**Q.** For Ta³⁺ to Re³⁺ in a tetrahedron of point charges, these CASSCF spin-orbit results give $\chi T$ far below the spin-only value. For Ir³⁺ and Pt³⁺ it ends well above. Why does the spin fail as a guide?

OpenMolcas 26.06, state-averaged CASSCF over the 5d shell with spin-orbit coupling by state interaction (atomic mean-field integrals), DKH2 Hamiltonian, ANO-RCC-VDZP basis and point nucleus. Each 3+ ion sits at the centre of a regular tetrahedron of four point charges of −1.6 e, whose distance differs between ions.

```
 ion  electrons in the shell  distance of the charges (Å)  spin multiplicity of the ground level  ground level  degeneracy  first excitation (cm⁻¹)  χT at 2 K (cm3 K/mol)  χT at 50 K (cm3 K/mol)  χT at 300 K (cm3 K/mol)
Ta3+                       2                        2.170                                      3            T2           3                     2440                  0.007                    0.02                    0.088
 W3+                       3                        2.250                                      4            G8           4                     3140                  0.085                   0.092                    0.125
Re3+                       4                        2.100                                      5            A1           1                     2840                  0.001                   0.018                    0.105
Os3+                       5                        2.010                                      6            G8           4                       12                   2.95                    4.16                     4.18
Ir3+                       6                        2.100                                      5            A1           1                      182                  0.081                    2.02                     4.80
Pt3+                       7                        2.210                                      4            G8           4                     1130                   3.95                    4.02                     4.41
```

**A.** $\chi T$ is the powder susceptibility times temperature, and the ground level is named by its double-group label: A1 is a singlet, T2 a triplet, G8 a Kramers quartet. The spin fails because the orbital moment survives this field. In the same runs, spin-orbit coupling lowers the ground level of W³⁺ by 6735 cm⁻¹ and that of Ir³⁺ by 6962 cm⁻¹, while their two lowest spin-free terms lie only 2586 and 2931 cm⁻¹ apart. The better starting point is therefore the free ion with total angular momentum $J$.

Hund's third rule gives $J=|L-S|$ below half filling and $J=L+S$ above it, so the orbital moment first opposes the spin moment and then adds to it. The Landé constant $C=(N\mu_B^2/3k)\,g_J^2J(J+1)$ is 0.075 cm³ K/mol for W³⁺, close to the table's 0.085 at 2 K, whereas spin alone would give 1.88. The picture is that of a lanthanide ion, whose $J$ multiplet is only split by its surroundings. It holds here as a first step only. The $J$ multiplet of W³⁺ stays whole, as one G8 quartet, but those of Ta³⁺, Ir³⁺ and Pt³⁺ are split by the field, which also mixes in other levels, and there the Landé constant overshoots. The picture also depends on a field that point charges, having no covalency, make weaker than most real ligands would.

**Q.** Re³⁺ and Ir³⁺ both have an A1 singlet ground level. Why does one stay nearly nonmagnetic while the other reaches 4.80?

**A.** A singlet has no moment of its own, and Van Vleck's formula leaves only the moment that a magnetic field induces by mixing in the level at the first excitation $\Delta E$:
$$\chi T=\frac{N\mu_B^2}{k}\,2|M|^2\,\frac{kT}{\Delta E},\qquad \frac{N\mu_B^2}{k}=0.375\ \text{cm}^3\,\text{K/mol},$$
where $M$ is the matrix element of $L_z+g_eS_z$. This holds while $kT\ll\Delta E$, and makes $\chi T$ proportional to $T$.

For d⁴ Re³⁺, $L=S=2$ couple to $J=0$. There $J_z$ gives zero, so the operator reduces to $(g_e-1)S_z$, which connects to $J=1$ alone, and $|M|^2=(g_e-1)^2S(S+1)/3=2.01$. At 300 K the ratio $\Delta E/kT$ is 13.62, so $\chi T=0.375\times2\times2.01/13.62=0.111$. That is 5 % above the table's 0.105, with nothing fitted beyond taking the gap from the table. The formula assumes a pure quintet and a single excited level, so part of the closeness may be chance.

For d⁶ Ir³⁺ the same $L$ and $S$ couple to $J=4$, and the A1 is merely the lowest piece of that multiplet after the tetrahedron splits it; the run places the other pieces at 182, 254 and 727 cm⁻¹. Within the multiplet $|M|^2=g_J^2J(J+1)/3$ with $g_J=3/2$, which is 15.

The initial slope of Ir³⁺ should then exceed that of Re³⁺ by $15/2.01=7.5$ for the matrix element, times 15.6 for the smaller gap. The product is 117 and the table gives 116. On warming, Ir³⁺ fills its magnetic levels and $\chi T$ bends over towards a Curie constant, whereas Re³⁺ stays in its singlet. The two gaps are of different kinds, one a spin-orbit interval and one a field splitting, and distances and basis sets also vary down the table, so that column does not measure field strength.

**Q.** Ta³⁺ has a triplet ground level. Shouldn't it show a Curie moment?

**A.** It shows almost none: $\chi T$ extrapolates to about 0.006 at zero temperature in the unrounded data, against 0.333 for the free-ion ${}^3F_2$ level. Theory offers a reason. In a weak field the T2 level is part of $J=2$, where the orbital moment wins and the net moment, counted along the spin, is $-2/3\,\mu_B$. In a strong field it becomes the orbital singlet ${}^3A_2$ with the spin moment of $+2\,\mu_B$. The label is T2 throughout, so the moment has to pass through zero on the way.

To locate the crossing, the full dⁿ matrix was diagonalised with electron repulsion, a spin-orbit constant $\zeta$ and the e–t₂ splitting $\Delta$. Repulsion came from spin-free terms of W³⁺ and Ir³⁺; $\zeta$ and $\Delta$ were fitted for each ion to its gap and spin-orbit lowering, never to $\chi T$. For Ta³⁺ the fit lands just past the crossing, at $+0.12\,\mu_B$, and the table's intercept implies a size of about 0.16. The cancellation is thus argued and made plausible by the model, but the sign and the split into spin and orbital parts are the model's. Being a near zero, it gives the worst relative misfit, 0.004 against 0.007 at 2 K, and its exact size shifts with the field, though in the model the moment stays within about 0.21 $\mu_B$ of zero from $\Delta$ = 2500 to 4500 cm⁻¹. The regular tetrahedron is imposed, so any Jahn–Teller distortion of this triplet is excluded.

**Q.** Do Os³⁺ and Pt³⁺ fit the same account?

**A.** Os³⁺ has $L=0$ and reaches 4.18, about 5 % under the spin-only 4.39. A pure sextet would have neither this deficit nor a splitting, and theory ascribes the deficit to spin-orbit admixture of quartet terms, through which the field can then split the level. A spin of 5/2 split into G8 below a doublet, with the table's gap and $g$ fixed at 300 K, gives 2.96 at 2 K against 2.95. That 12 cm⁻¹ gap is tiny beside the likely error of point charges without dynamic correlation, so the low-temperature drop belongs to this calculation.

Pt³⁺ is the counterpart of Ta³⁺. Its strong-field limit is again an orbital singlet, but spin and orbit add, so no such cancellation is expected: 3.95 at 2 K lies between spin-only 1.88 and free-ion 5.51, the field having split the $J$ multiplet and left only its lowest quartet populated.

**Q.** How far can the matrix model be trusted?

**A.** It reproduces $\chi T$ in all six rows within 0.02 cm³ K/mol, as the output below shows. It shares its physics with the calculation, so it interprets the table and does not validate it. The fitted $\Delta$ is soft: 3252 cm⁻¹ for W³⁺ against 2994 from the computed terms. What carries over to a neighbouring ion in a similarly weak field is the procedure: find $J$, ask whether the gap is a spin-orbit interval or a splitting within $J$, and compare it with $kT$. Ta³⁺ adds a warning: mixing by the field can still cancel the moment that $J$ leads one to expect.

Numerical output:

```
Rounding of chiT: 0.0005 (values below 1), 0.005 (above 1); chiT in cm3 K/mol, energies in 1/cm
ion  L  S   J   g_J   spin-only  Lande C  table intercept  slope 2-50 K  slope 50-300 K  table300/spin-only
Ta3+ 3 1.0 2.0 0.666    1.003    0.333     0.0065       2.71e-04     2.72e-04      0.088
W3+ 3 1.5 1.5 0.399    1.880    0.075     0.0847       1.46e-04     1.32e-04      0.066
Re3+ 2 2.0 0.0 0.000    3.008    0.000     0.0003       3.54e-04     3.48e-04      0.035
Os3+ 0 2.5 2.5 2.002    4.387    4.387     2.9417       2.52e-02     8.00e-05      0.953
Ir3+ 2 2.0 4.0 1.501    3.008    5.636     0.0493       4.04e-02     1.11e-02      1.596
Pt3+ 3 1.5 4.5 1.334    1.880    5.509     3.9469       1.46e-03     1.56e-03      2.346
(intercept: line through 2 and 300 K; meaningful only where chiT is linear in T: Ta, W, Re, Pt)
Re J=0->1 slope 3.689e-04 /K, table chiT(300)/300 3.500e-04, model off by +5.4 %
Ir A1->T1 slope 4.305e-02 /K, table chiT(2)/2 4.050e-02, off by +6.3 %; Ir/Re slope ratio table 116, model 117, gap ratio 15.6
Os S=5/2, G8 below G7: g 1.955 from 300 K; chiT 2 K 2.96 (table 2.95), 50 K 4.16 (table 4.16); gap/kT at 2 K 8.6
gap/kT at 300 K: Ta3+ 11.70, W3+ 15.06, Re3+ 13.62, Os3+ 0.06, Ir3+ 0.87, Pt3+ 5.42; Ir chiT 300 K/2 K 59
d^n matrix: F2 55515, F4 36229 from W terms; scale 1.224 at Ir, linear in n; Delta from terms: W 2994, Ir 2931
ion zeta Delta lowering(model/run) gap(model/table) degeneracy | chiT 2, 50, 300 K (model-table) | Delta=0: 2, 300 K
Ta3+  2407  4053  2953/2953  2440/2440 3/3 | 0.004(-0.003) 0.018(-0.002) 0.090(+0.002) | 0.358 0.373
W3+  3022  3252  6735/6735  3140/3140 4/4 | 0.090(+0.005) 0.096(+0.004) 0.130(+0.005) | 0.094 0.125
Re3+  3417  3039  8883/8883  2840/2840 1/1 | 0.001(-0.000) 0.017(-0.001) 0.101(-0.004) | 0.001 0.092
Os3+  4056  2142  2939/2938    12/12 4/4 | 2.961(+0.011) 4.168(+0.008) 4.188(+0.008) | 4.192 4.192
Ir3+  4570  3040  6962/6962   182/182 1/1 | 0.081(+0.000) 2.021(+0.001) 4.814(+0.014) | 5.323 5.332
Pt3+  5252  2173  9481/9481  1130/1130 4/4 | 3.962(+0.012) 4.038(+0.018) 4.426(+0.016) | 5.232 5.237
W and Ir again, Delta from the computed terms, zeta from the lowering alone (gap predicted):
W3+  2997  2994  6735/6735  3133/3140 4/4 | 0.089(+0.004) 0.096(+0.004) 0.129(+0.004) | 0.094 0.125
Ir3+  4556  2931  6962/6962   176/182 1/1 | 0.084(+0.003) 2.088(+0.068) 4.841(+0.041) | 5.325 5.333
Ta ground level against Delta (zeta 2407); table intercept implies |moment| about 0.16 muB
  Delta    100: degeneracy 3, orbital -1.32, spin +0.65, moment -0.68 muB
  Delta   1500: degeneracy 3, orbital -1.45, spin +1.03, moment -0.42 muB
  Delta   2500: degeneracy 3, orbital -1.46, spin +1.25, moment -0.21 muB
  Delta   4053: degeneracy 3, orbital -1.37, spin +1.49, moment +0.12 muB
  Delta   4500: degeneracy 3, orbital -1.34, spin +1.55, moment +0.21 muB
  Delta   6000: degeneracy 3, orbital -1.20, spin +1.68, moment +0.48 muB
  Delta  30000: degeneracy 3, orbital -0.32, spin +1.98, moment +1.66 muB
```
